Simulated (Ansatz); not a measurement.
# CH2P2 (SMILES P#CP): methods side by side

CH2P2: 5 atoms, total charge 0, spin state singlet. As SMILES, `P#CP`. Geometry: relaxed at GFN2-xTB.

```xyz
5

P    -0.1843   -1.5262    1.8555
C    -0.1794   -0.4633    0.7115
P    -0.3452    0.8380   -0.4454
H    -0.3139    0.0252   -1.5859
H     1.0227    1.1262   -0.5357
```

Quantity: the energy change with the C2–P3 bond stretched from 1.749 to 3.498 Å, in eV. The values are calculated.

```
                       level                   kind  program  value (eV)  less FCI/STO-3G  CPU time (all runs)
   SVWN5/STO-3G (restricted)                    LDA   Ansatz        5.91            +1.70                1.9 s
     PBE/STO-3G (restricted)                    GGA   Ansatz        5.42            +1.21                2.8 s
  r2SCAN/STO-3G (restricted)               meta-GGA   Ansatz        5.70            +1.49                7.1 s
   BHLYP/STO-3G (restricted)          global hybrid   Ansatz        6.85            +2.64                2.5 s
     MP2/STO-3G (restricted)    perturbation theory   Ansatz        5.52            +1.31               0.49 s
 BCCD(T)/STO-3G (restricted)  coupled cluster or CI   Ansatz        3.85            -0.36               0.63 s
CCSDT(Q)/STO-3G (restricted)  coupled cluster or CI   Ansatz        4.18            -0.03                1.3 s
   CCSDT/STO-3G (restricted)  coupled cluster or CI   Ansatz        4.14            -0.07                1.2 s
                  FCI/STO-3G     exact in the basis   Ansatz        4.21             0.00              2.4 min
```

FCI/STO-3G is exact within its basis and frozen core, so for wave-function methods in that basis the difference is their error; functionals converge differently with the basis, so for them it is only a difference. The first shape isn't each level's own minimum. The values span 3.85 to 6.85 eV. All rows use very small basis sets, so none should be taken for the real molecule's value. Times are those of the runs behind each value, whatever else they computed, on shared processors of several kinds: orders of magnitude only.

Stretching the C2–P3 single bond brings its σ and σ* orbitals close in energy, so the singlet needs at least two configurations to describe two electrons separating onto PH2 and CP. A restricted single determinant instead retains too much ionic character and places the stretched structure too high. MP2 recovers too little of the missing correlation and lies 1.31 eV above FCI, whereas BCCD(T) overshoots and falls 0.36 eV below it. Treating the triples iteratively removes most of that error: CCSDT is within 0.07 eV, and the quadruples correction in CCSDT(Q) brings the difference to 0.03 eV.

All four functionals lie above FCI, with BHLYP highest at 6.85 eV, probably because its large share of exact exchange carries more of the restricted determinant's ionic error than the semilocal forms do. The spread therefore reflects mainly the treatment of the stretched bond and says little about how these methods perform near equilibrium. Nor is the energy change a bond dissociation energy, since the fragments are neither fully separated nor relaxed.
